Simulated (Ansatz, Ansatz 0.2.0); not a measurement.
# Lattice constant and atomic positions of B20 CoSi: PBE relaxation compared with PBEsol

## Starting point

Three powder X-ray studies give the structure of CoSi. "Near coincidence of metal-insulator transition and quantum critical fluctuations: Electronic ground state and magnetic order in Fe₁₋ₓCoₓSi" (2023, arXiv:2303.13999) reports a Rietveld refinement of a ground Czochralski crystal at room temperature; its coordinates, x(Co) = 0.145 ± 0.008 and x(Si) = 0.844 ± 0.011, are our positional references. "Experimental and First principle calculation of Co_xNi_{(1-x)}Si solid solution structural stability" (2007, arXiv:0710.4012) used arc-melted, annealed material and supplies the reference lattice constant, a = 4.444 Å, for which no temperature is given with the value, and a second Co coordinate, 0.143. "Experimental and computational approaches to study the high temperature thermoelectric properties of novel topological semimetal CoSi" (2021, arXiv:2111.02189) adds a = 4.445 Å for an arc-melted ingot at room temperature.

| compared with | measured | source's wording or label | T (K) | method |
| --- | --- | --- | --- | --- |
| x of Co, site a | 0.145 ± 0.008 | 0.145 ± 0.008 | room temperature | powder x-ray diffraction, Rietveld * |
| x of Si, site a | 0.844 ± 0.011 | 0.844 ± 0.011 | room temperature | powder x-ray diffraction, Rietveld |
| a (Å) | 4.4423 ± 0.0005 | 4.4423 ± 0.0005 A | room temperature | powder x-ray diffraction, Rietveld |
| x of Co, site a | 0.143 | x of Co at 4a (x,x,x) | – | powder XRD, full-profile refinement |
| a (Å) | 4.444 | cubic cell parameter a | – | powder XRD, full-profile refinement * |
| a (Å) | 4.445 | cubic a | room temperature | powder XRD, Rietveld refinement |

Where a quantity has several values, deviations refer to the one marked *.

Conditions are those given with the value in the passage it was taken from; "not stated" means there, and the paper may say more elsewhere. The values are a selection: others may have been left out beforehand as unlike or outlying.

## Choices

We want the two free coordinates of the B20 structure, one for Co and one for Si, together with the cubic lattice constant. The model is the eight-atom primitive cell in space group P2₁3, without spin polarisation, since CoSi is known as a diamagnetic semimetal. Each measured coordinate is tied to the site of the starting structure whose value it matches, and that site is followed through the relaxations, so origin and handedness stay the same throughout.

We count a coordinate as reproduced within 0.005 and the lattice constant within 1 %. A shift of 0.005 in x moves an atom by roughly 0.04 Å along the cube diagonal, enough to alter the Co–Si bonds noticeably; 1 % in a is about the usual error of a good semilocal functional. The coordinate target is tighter than the stated uncertainties of the reference coordinates, so agreement there will show consistency but cannot rank functionals. The lattice constant is the sharper test. Our static cells lack thermal and zero-point expansion, which for a stiff silicide should amount to roughly 0.2 to 0.4 % in length at room temperature.

We go straight to full relaxations with a gradient-corrected functional. LDA would cost about the same and usually contracts 3d compounds too far. PBE is our first choice for the cell, with PBEsol as the neighbouring level, followed by checks of the numerical settings.

System: CoSi (cobalt monosilicide), B20 FeSi-type cubic; P2_13 (No. 198), 8 atoms in the primitive cell; the database structure is a database entry's sites in a cell taken from published measurements: a = 4.441 Å; structure from the Materials Project.

## 1. PBE and PBEsol, cell and atoms free

The starting cell, 4.441 Å, already lies within 0.1 % of the reference, so the cell has to be released if the lattice constant is to test the functional. We expect PBE to come close to the measured lattice constant and PBEsol to fall below it, with nearly the same fractional coordinates from both.

**Run 1.** Ansatz 0.2.0: PBE, cell and atoms relaxed from the database structure, PAW set soft_2, cutoff 420 eV (default), 8x8x8 k mesh, Gaussian smearing 0.1 eV.

Key lines of the input:
```
crystal:
  # lattice and atoms
kpoints:
  mp_grid: { grid: [8, 8, 8] }
hamiltonian:
  xc: pbe
scf:
  occupations: { method: gaussian, width: 0.1 }
output:
  forces: true
  stress: true
relax:
  adjacent_minimum: "off"
  f_tol: 0.005
  max_steps: 60
  cell: { stress_tol: 0.03 }
```

Command:
```
ansatz run input.yaml --threads 4 --pin off --max-ram 16384MiB --backend cpu --events-out ev --progress --plain --runs-dir out
```

Selected lines of the output:
```
    - { symbol: Co, position: [0.14501755379400652, 0.14501755379400652, 0.14501755379400652] }
    - { symbol: Si, position: [0.84319668127274, 0.84319668127274, 0.84319668127274] }
```

Converged; 24 s on 4 cores of Arm Neoverse V2, shared host.

**Run 2.** Ansatz 0.2.0: PBEsol, cell and atoms relaxed from the database structure, PAW set soft_2, cutoff 420 eV (default), 8x8x8 k mesh, Gaussian smearing 0.1 eV.

Key lines of the input, as changed from run 1:
```diff
  hamiltonian:
-   xc: pbe
+   xc: pbesol
```

Selected lines of the output:
```
relax step   7: F+E_penalty+E_count = -22863.77690145 eV  [...]  max|allowed force component| = 4.263e-4 eV/Å  [...]  P = -0.000 GPa  Ω = 84.354 Å³  [...]
    - { symbol: Co, position: [0.14563908124014227, 0.14563908124014227, 0.14563908124014227] }
    - { symbol: Si, position: [0.8432965489635473, 0.8432965489635473, 0.8432965489635473] }
```

Converged; 40 s on the same hardware.

| quantity | run 1 | run 2 | measured |
| --- | --- | --- | --- |
| x of Co, site a | 0.1450 | 0.1456 | 0.145 ± 0.008 |
| x of Si, site a | 0.8432 | 0.8433 | 0.844 ± 0.011 |
| a (Å) | 4.4306 | 4.3857 | 4.444 |

PBE meets all three targets. Its lattice constant is 0.30 % below the reference, and its coordinates differ from the measured ones by less than 0.001. PBEsol gives almost the same coordinates but contracts the cell by 1.31 %, outside the 1 % limit. The two functionals thus differ by 0.045 Å in a, yet by only 0.0006 in x(Co) and 0.0001 in x(Si): the fractional positions of the two relaxed structures are nearly the same. Functional and volume change together here, so their separate effects on the coordinates cannot be told apart.

## 2. Is the PBEsol contraction numerical?

PBEsol would have to gain about 0.014 Å to come inside the limit, so before blaming the functional we test its numerical settings one at a time: a higher plane-wave cutoff, a denser k mesh, and norm-conserving pseudopotentials in place of the PAW set. We expect the first two to change the lattice constant by a few thousandths of an ångström at most, and the potentials perhaps by somewhat more. 

**Run 3.** Ansatz 0.2.0: PBEsol, cell and atoms relaxed from the database structure, PAW set soft_2, cutoff 590 eV, 8x8x8 k mesh, Gaussian smearing 0.1 eV.

Key lines of the input, as changed from run 2:
```diff
+ basis:
+   ecutwfc: 590.0
```

Selected lines of the output:
```
relax step   5: F+E_penalty+E_count = -22863.78762453 eV  [...]  max|allowed force component| = 2.694e-3 eV/Å  [...]  P = -0.003 GPa  Ω = 84.350 Å³  [...]
```

Converged; 46 s on the same hardware.

**Run 4.** Ansatz 0.2.0: PBEsol, cell and atoms relaxed from the database structure, PAW set soft_2, cutoff 420 eV (default), 10x10x10 k mesh, Gaussian smearing 0.1 eV.

Key lines of the input, as changed from run 2:
```diff
  kpoints:
-   mp_grid: { grid: [8, 8, 8] }
+   mp_grid: { grid: [10, 10, 10] }
```

Selected lines of the output:
```
relax step   7: F+E_penalty+E_count = -22863.77696749 eV  [...]  max|allowed force component| = 4.530e-4 eV/Å  [...]  P = -0.000 GPa  Ω = 84.354 Å³  [...]
```

Converged; 65 s on the same hardware.

**Run 5.** Ansatz 0.2.0: PBEsol, PseudoDojo norm-conserving pseudopotentials, cell and atoms relaxed from the database structure, cutoff 1306 eV (default), 8x8x8 k mesh, Gaussian smearing 0.1 eV.

Key lines of the input, as changed from run 2:
```diff
  hamiltonian:
+   pseudopotentials: { kind: nc, accuracy: standard }
```

Selected lines of the output:
```
relax step   5: F+E_penalty+E_count = -17101.14933332 eV  [...]  max|allowed force component| = 1.898e-3 eV/Å  [...]  P = -0.028 GPa  Ω = 84.319 Å³  [...]
```

Converged; 2.1 min on the same hardware.

| quantity | run 3 | run 4 | run 5 | measured |
| --- | --- | --- | --- | --- |
| x of Co, site a | 0.1457 | 0.1456 | 0.1458 | 0.145 ± 0.008 |
| x of Si, site a | 0.8433 | 0.8433 | 0.8434 | 0.844 ± 0.011 |
| a (Å) | 4.3856 | 4.3857 | 4.3851 | 4.444 |

The PBEsol contraction is not numerical in origin. The higher cutoff and the denser k mesh leave the lattice constant unchanged to within 0.0001 Å, and the norm-conserving pseudopotentials lower it by only 0.0006 Å, less than we had allowed for and in the direction away from experiment. The gap to the 1 % limit is more than twenty times larger, so we attribute the miss to PBEsol itself. The coordinates are equally steady: across the three checks x(Co) and x(Si) move by at most 0.0002 from the first PBEsol result.

No such check of the PBE cell is shown in this report. That PBEsol is insensitive to these settings makes a large numerical error in PBE unlikely, but does not exclude one.

## Table of results

| run | settings | x of Co, site a | x of Si, site a | a (Å) | cost |
| --- | --- | --- | --- | --- | --- |
| 1 | PBE, PAW set soft_2, cutoff 420 eV (default), 8x8x8 k mesh | 0.1450 | 0.8432 | 4.4306 | 96 core-s |
| 2 | PBEsol, PAW set soft_2, cutoff 420 eV (default), 8x8x8 k mesh | 0.1456 | 0.8433 | 4.3857 | 2.6 core-min |
| 3 | PBEsol, PAW set soft_2, cutoff 590 eV, 8x8x8 k mesh | 0.1457 | 0.8433 | 4.3856 | 3 core-min |
| 4 | PBEsol, PAW set soft_2, cutoff 420 eV (default), 10x10x10 k mesh | 0.1456 | 0.8433 | 4.3857 | 4.4 core-min |
| 5 | PBEsol, PseudoDojo norm-conserving pseudopotentials, cutoff 1306 eV (default), 8x8x8 k mesh | 0.1458 | 0.8434 | 4.3851 | 8.3 core-min |
|  | measured | 0.145 ± 0.008 | 0.844 ± 0.011 | 4.444 |  |

Further runs on the same system, made beside this series (convergence steps with loose settings among them):

| further | settings | x of Co, site a | x of Si, site a | a (Å) | cost |
| --- | --- | --- | --- | --- | --- |
| F1 | r2SCAN+rVV10, PAW set soft_2, cutoff 500 eV (default), 8x8x8 k mesh | 0.1459 | 0.8437 | 4.3750 | 7.1 core-min |
| F2 | r2SCAN, PAW set soft_2, cutoff 500 eV (default), 8x8x8 k mesh | 0.1457 | 0.8436 | 4.3831 | 5 core-min |
| F3 | PBEsol+D3(BJ), PAW set soft_2, cutoff 420 eV (default), 8x8x8 k mesh | 0.1465 | 0.8436 | 4.3444 | 2.9 core-min |
| F4 | BLYP, PAW set soft_2, cutoff 420 eV (default), 8x8x8 k mesh | 0.1399 | 0.8410 | 4.5025 | 3.5 core-min |
| F5 | BLYP+D3(BJ), PAW set soft_2, cutoff 420 eV (default), 8x8x8 k mesh | 0.1456 | 0.8430 | 4.3763 | 2.9 core-min |
| F6 | PBE+D3(BJ), PAW set soft_2, cutoff 420 eV (default), 8x8x8 k mesh | 0.1461 | 0.8436 | 4.3811 | 2.6 core-min |
| F7 | LDA, PAW set soft_2, cutoff 420 eV (default), 8x8x8 k mesh | 0.1457 | 0.8431 | 4.3503 | 2.8 core-min |
| F8 | r2SCAN, PAW set soft_2, cutoff 500 eV (default), 4x4x4 k mesh | 0.1457 | 0.8436 | 4.3831 | 68 core-s |
| F9 | PBEsol, PAW set soft_2, cutoff 420 eV (default), 4x4x4 k mesh | 0.1457 | 0.8433 | 4.3857 | under 1 core-min |
|  | measured | 0.145 ± 0.008 | 0.844 ± 0.011 | 4.444 |  |

## Judgement

Plain PBE meets all three targets, at a cost of 96 core-seconds. Its lattice constant, 4.4306 Å, is 0.30 % below the reference, and both coordinates agree within 0.001. The measured coordinates are too uncertain to make that closeness a test of the functional, so the lattice constant carries the comparison.

PBEsol reproduces the coordinates but misses the lattice constant by about 1.3 %. Higher cutoff, denser k mesh and other pseudopotentials changed its cell by at most 0.0006 Å, so the miss belongs to the functional. The denser mesh was dispensable: even 4×4×4 gives the same lattice constant. For PBE itself, numerical convergence is inferred from these checks, not shown in this report.

The further runs also miss the lattice target: LDA, r2SCAN and all the dispersion-corrected levels fall short, while BLYP is too large. Adding D3 to PBE shrinks the lattice constant by about 0.05 Å and turns its pass into a miss; a plausible reason is that pairwise dispersion neglects metallic screening. BLYP's x(Co) narrowly misses the reference but would pass against the second measured value, so that call is undecided.

Thermal and zero-point expansion, roughly 0.2 to 0.4 %, has the right sign and size to account for the PBE remainder. The same allowance would bring PBEsol close to the 1 % limit, still with too small a cell. Whether PBE's closeness reflects an accurate description of the bonding or compensating errors in the functional cannot be decided from these structures.

[Logs are printed without paths, hosts, clocks, repeated set-up lines and the standing remarks that a program may print on its own settings, such as how far it seeks lower states.]

[The runs shown are a pick from a larger set of finished runs; failed, doubtful and other runs were left out of it ahead of writing. So were measured values far from every level or from commonly accepted values, and agreement can look better than it is. Lines of input and output are excerpts and may be shortened.]
